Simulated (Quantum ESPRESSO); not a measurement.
# Ferromagnetic moment and magnetic energy of LaCoPO (P4/nmm) against cell volume, PBE without U

In LaCoPO, layers of cobalt and phosphorus alternate with layers of lanthanum and oxygen. Each Co sits in a tetrahedron of P, and the Co atoms form a square net with short Co–Co distances. The compound is a metal in these runs, so its magnetism belongs to band electrons. The problem is to find how the moment and the energy gained by magnetic order change as the cell is compressed or expanded, and to estimate the net moment at relative volume 0.96. Such a response matters where magnetism is to be tuned by pressure or by ions of another size. Volumes are relative to the given cell, moments are per Co, and the magnetic energy gain is measured from the run without spin polarisation at the same volume.

## Set-up

One system, LaCoPO (P4/nmm), 8 atom(s) a primitive cell, from cells of the Materials Project database (relaxed there by DFT). Quantum ESPRESSO 7.5, plane waves with GBRV 1.5 PBE pseudopotentials, cutoff 544 eV, Fermi-Dirac smearing of 0.05 eV, k meshes whose coarsest spacing along a reciprocal vector is 0.19 to 0.20 1/Å over all runs (2π included). Functional: PBE, no Hubbard U; collinear spins, no spin-orbit coupling. Atoms stay at fixed fractions of the cell and the mesh divisions are held. At each point the moments on Co are started parallel, opposed (signs +-) and without spin polarisation. Runs that did not converge or carry a known fault are not listed. The same in all rows: metal or insulator in the run from the parallel start, judged by its smearing entropy or density of states at the Fermi energy (a gap under a few smearing widths counts as a metal): metal.

Notes on method and selection:

- Each state is what a run reaches from typed starting moments; only a few collinear orders were started, so the lowest found need not be the ground state. Spin-orbit coupling is left out of these energies, which are free energies at the smearing width. A magnetic atom is one that was given a starting moment.
- Site moments count the spin inside each program's own atomic sphere, so they depend somewhat on its radius and leave out the spin between the spheres.
- Without a U, semilocal functionals describe oxides and halides of Mn to Cu poorly: moments come out small and couplings too strong.
- Quantum ESPRESSO sets the radius of an element's spheres to about 0.41 of its shortest distance to a neighbour, so it changes from cell to cell and the site moment with it.
- A measured moment is set beside the table only where the run ends ferromagnetic and the measured order is ferromagnetic too.
- Runs that did not converge, have known faults or may not be shown are not listed, and runs on Ansatz's PAW sets soft_1 and soft_2 are kept to separate tables.

Columns:

- volume: cell volume over that of the given cell, shape kept.
- moment (μB): largest site spin moment reached from the parallel start.
- moment, opposed (μB): largest site spin moment reached from the opposed start.
- gain, opposed (meV): energy of the run without spin polarisation less that of the run from the opposed start, per magnetic atom.
- magnetic distance (Å): shortest distance between magnetic atoms.
- net moment (μB): net spin moment of that run per magnetic atom.
- magnetic energy gain (meV): energy of the run without spin polarisation less that of the parallel start, per magnetic atom (positive: magnetism is favoured).

Input lines of one member:

```
&SYSTEM
  ecutwfc = 40
  ecutrho = 280
  nbnd = 53
  occupations = 'smearing'
  smearing = 'fd'
  degauss = 0.00367493
  nspin = 2
  starting_magnetization(1) = 0
  starting_magnetization(2) = 0.1176
  starting_magnetization(3) = 0
  starting_magnetization(4) = 0
/
&ELECTRONS
  conv_thr = 1.6d-08
  mixing_beta = 0.3
/
K_POINTS automatic
8 8 4 0 0 0
```

Command (options for logging and memory left out): `pw.x -in pw.in`

## The series

| member | volume | moment (μB) | moment, opposed (μB) | gain, opposed (meV) | magnetic distance (Å) | net moment (μB) | magnetic energy gain (meV) |
| --- | --- | --- | --- | --- | --- | --- | --- |
| 0.92 | 0.92 | 0.517 | 0.0007 | −0.0757 | 2.745 | 0.532 | 6.4 |
| 0.96 | 0.96 | ? | 0.0001 | −0.0761 | 2.784 | ? | ? |
| 1 | 1.00 | 0.608 | 0.0003 | −0.0781 | 2.822 | 0.616 | 15.2 |
| 1.04 | 1.04 | 0.642 | 0.0004 | −0.0776 | 2.859 | 0.644 | 19.8 |
| 1.08 | 1.08 | 0.673 | 0.0011 | −0.0750 | 2.896 | 0.669 | 24.4 |

Cells marked ? are withheld until the estimate has been made.

Least-squares fits to the members shown, with x = volume; R² and errors in the fitted variable (y, or ln y where the fit is in ln y):

| y | members | fit | R² | rms residual | leave-one-out rms | the same for the mean of the others |
| --- | --- | --- | --- | --- | --- | --- |
| net moment (μB) | 4 | y = −0.2584 + 0.8650 x | 0.98 | 0.0065 | 0.019 | 0.069 |
| magnetic energy gain (meV) | 4 | y = −97.103 + 112.43 x | 1.00 | 0.083 | 0.24 | 8.9 |

## Why the values move as they do

Both quantities rise with volume in every shown step. From 0.92 to 1.08 the net moment grows from 0.532 to 0.669 μB, a factor of 0.669 / 0.532 = 1.26, while the gain grows by 24.4 / 6.4 = 3.8.

The two curves differ in shape. The gain is nearly straight, with a mean slope of (24.4 − 6.4) / 0.16 = 112.5 meV per unit of relative volume, or about 1.1 meV per Co for each per cent. The moment flattens: its slope is (0.616 − 0.532) / 0.08 = 1.05 μB per unit of relative volume between 0.92 and 1.00, but (0.669 − 0.644) / 0.04 = 0.63 between 1.04 and 1.08.

The expected mechanism is band narrowing. Expansion lengthens the Co–Co and Co–P distances, the 3d orbitals overlap less, and moving electrons from one spin to the other costs less band energy. The exchange energy within each Co atom hardly changes, so polarisation pays better. No column gives the band width or the density of states, so this rests on theory.

The simplest model writes the energy per Co as $E = -aM^2 + bM^4$, with $M$ the net moment. At its minimum the gain is $bM^4$. With $b$ fixed, the gain would grow by $1.26^4 = 2.5$, short of the 3.8 found. The band structure therefore changes more than the single coefficient $a$.

The opposed start gives no antiferromagnetic state to compare with. Its site moments fall to 0.0011 μB or less, and its energies of about −0.08 meV are numerical residue. A Co moment that vanishes when its neighbours are opposed is not a rigid local moment.

Because the atoms keep their fractional positions, the slopes leave out the shifts of La and P along c. PBE also tends to overestimate the moments of weak band ferromagnets, since it omits spin fluctuations.

## Predicting the missing value

Plain estimates from the members shown:

- 0.96, fit at x = 0.96: 0.572 μB
- 0.96, straight-line interpolation between 0.92 and 1: w = (0.96 − 0.92) / (1.00 − 0.92) = 0.500, so 0.532 + 0.500 × (0.616 − 0.532) = 0.574 μB

The volume 0.96 lies midway between two shown members, so interpolation is the natural route. The straight line between them gives 0.574 μB. The fit to all members gives 0.572 μB, but it forces a line through bent data and already lies 0.009 μB too low at volume 1.00. Since the moment flattens on expansion, its curve should pass above the straight line at 0.96.

The size of this shift follows from a parabola through the members at 0.92, 1.00 and 1.04:

- slopes: (0.616 − 0.532) / 0.08 = 1.05 and (0.644 − 0.616) / 0.04 = 0.70
- curvature coefficient: (0.70 − 1.05) / (1.04 − 0.92) = −2.92
- shift at 0.96: −2.92 × (0.96 − 0.92) × (0.96 − 1.00) = +0.005 μB

The estimate is 0.574 + 0.005 = 0.579 μB.

The route can be tried on the two inner members, each time with a parabola through the other three. At 1.00 it gives 0.532 / 6 + 4 × 0.644 / 3 − 0.669 / 2 = 0.613 against 0.616 μB, where a straight line between 0.92 and 1.04 gives (0.532 + 2 × 0.644) / 3 = 0.607. At 1.04 it gives 3 × 0.616 / 4 + 3 × 0.669 / 8 − 0.532 / 8 = 0.646 against 0.644 μB, no better than a straight line between 1.00 and 1.08. The misses of 0.003 and 0.002 μB set the error bar at 0.003 μB.

**Committed estimate, 0.96: net moment = 0.579 ± 0.003 μB.**

## The answer

| member | volume | moment (μB) | moment, opposed (μB) | gain, opposed (meV) | magnetic distance (Å) | net moment (μB) | magnetic energy gain (meV) |
| --- | --- | --- | --- | --- | --- | --- | --- |
| 0.96 | 0.96 | 0.568 | 0.0001 | −0.0761 | 2.784 | 0.580 | 10.7 |

| member | estimate | net moment (μB) | computed | estimate − computed | miss in error bars |
| --- | --- | --- | --- | --- | --- |
| 0.96 | committed | 0.579 | 0.580 | −0.001 | 0.3 |
| 0.96 | fit | 0.572 | 0.580 | −0.008 |  |
| 0.96 | interpolation | 0.574 | 0.580 | −0.006 |  |

The computed net moment at 0.96 is 0.580 μB. The estimate of 0.579 μB lies 0.3 error bars below it and beats both the interpolation (0.574) and the fit (0.572). The argument from curvature held: the slope falls from (0.580 − 0.532) / 0.04 = 1.20 μB per unit of relative volume in the first step to 0.63 in the last.

One inference in the discussion of the trend doesn't hold. The model with a fixed $M^4$ term gave too small a rise of the gain, and this was taken to mean that more than the coefficient $a$ must change. A steeper resisting term removes that need. With $E = -aM^2 + cM^6$ and $c$ fixed, the gain at the minimum is $2cM^6$. The row at volume 1.00 sets $2c$ through 15.2 / 0.616^6 = 278, in meV/μB⁶. This gives 6.3, 10.6, 15.2, 19.8 and 24.9 meV against the computed 6.4, 10.7, 15.2, 19.8 and 24.4. The typical miss is about 0.2 meV, where the mean of the other members misses by 8.0.

A change in $a$ alone can thus carry nearly the whole trend. This agrees with band narrowing on expansion but doesn't single it out, since a change in the shape of the density of states could act in the same way.

## Members off the line

Least-squares fits to the whole series, with x = volume; R² and errors in the fitted variable (y, or ln y where the fit is in ln y):

| y | members | fit | R² | rms residual | leave-one-out rms | the same for the mean of the others |
| --- | --- | --- | --- | --- | --- | --- |
| net moment (μB) | 5 | y = −0.2368 + 0.8450 x | 0.98 | 0.0066 | 0.014 | 0.060 |
| magnetic energy gain (meV) | 5 | y = −97.450 + 112.75 x | 1.00 | 0.088 | 0.18 | 8.0 |

Largest departures from the fit to the whole series:

| member | net moment (μB) | fit | computed − fit | in rms residuals |
| --- | --- | --- | --- | --- |
| 0.92 | 0.532 | 0.541 | −0.009 | 1.3 |
| 1 | 0.616 | 0.608 | +0.008 | 1.2 |
| 1.08 | 0.669 | 0.676 | −0.007 | 1.0 |
| 0.96 | 0.580 | 0.574 | +0.006 | 0.9 |

None stands out: the largest departure from the linear fit is 0.009 μB, or 1.3 rms residuals. The signs follow a pattern, with both end members below the line (−0.009 at 0.92, −0.007 at 1.08) and the three inner ones above it. That is what a straight line leaves when the moment flattens on expansion, so no member needs a cause of its own.

## Rules of thumb and their limits

Between relative volumes 0.92 and 1.08, at fixed fractional positions, the ferromagnetic moment and its energy gain both grow smoothly with volume. A straight line between the two neighbours gives the gain of each inner member to about 0.1 meV per Co. For the moment it falls short by 0.006, 0.004 and 0.002 μB at 0.96, 1.00 and 1.04, so a curve is the better choice on the compressed side.

In terms of bond length, the moment near the given cell changes by (0.644 − 0.580) / (2.859 − 2.784) = 0.85 μB per Å of Co–Co distance. A shortening by 0.01 Å lowers it by about 0.009 μB, provided the whole cell is scaled with the atoms at fixed fractions. The Co–P bonds shorten too, so this is not the effect of the Co–Co distance alone.

Spin fluctuations, which PBE omits, reduce the ordered moment of weak band ferromagnets, by an amount that these runs can't give. The computed moments are therefore more likely too large than too small. My general note in the set-up, that moments come out small without a U, is meant for oxides and halides and points the wrong way for this metal, whose Co is bonded to P.

The held positions put the trend itself in doubt. P is not at rest in these cells, even at volume 1.00: a force along c acts on it and grows strongly on compression. From 0.92 to 1.04 this force is larger in the ferromagnetic run than in the one without spin polarisation. Letting P move would thus probably favour the ferromagnetic state, and most of all in the compressed cells. That works against the fall of the energy gain on compression and could cancel or even reverse it. In discussing the trend I treated the shifts of La and P only as something missing from the slopes, but they may decide the sign as well. The series has no runs with relaxed atoms, so it settles neither the direction nor the size of the response to real pressure, for the gain or for the moment.

[Logs are printed without paths, hosts, clocks, repeated set-up lines and the standing remarks that a program may print on its own settings, such as how far it seeks lower states.]
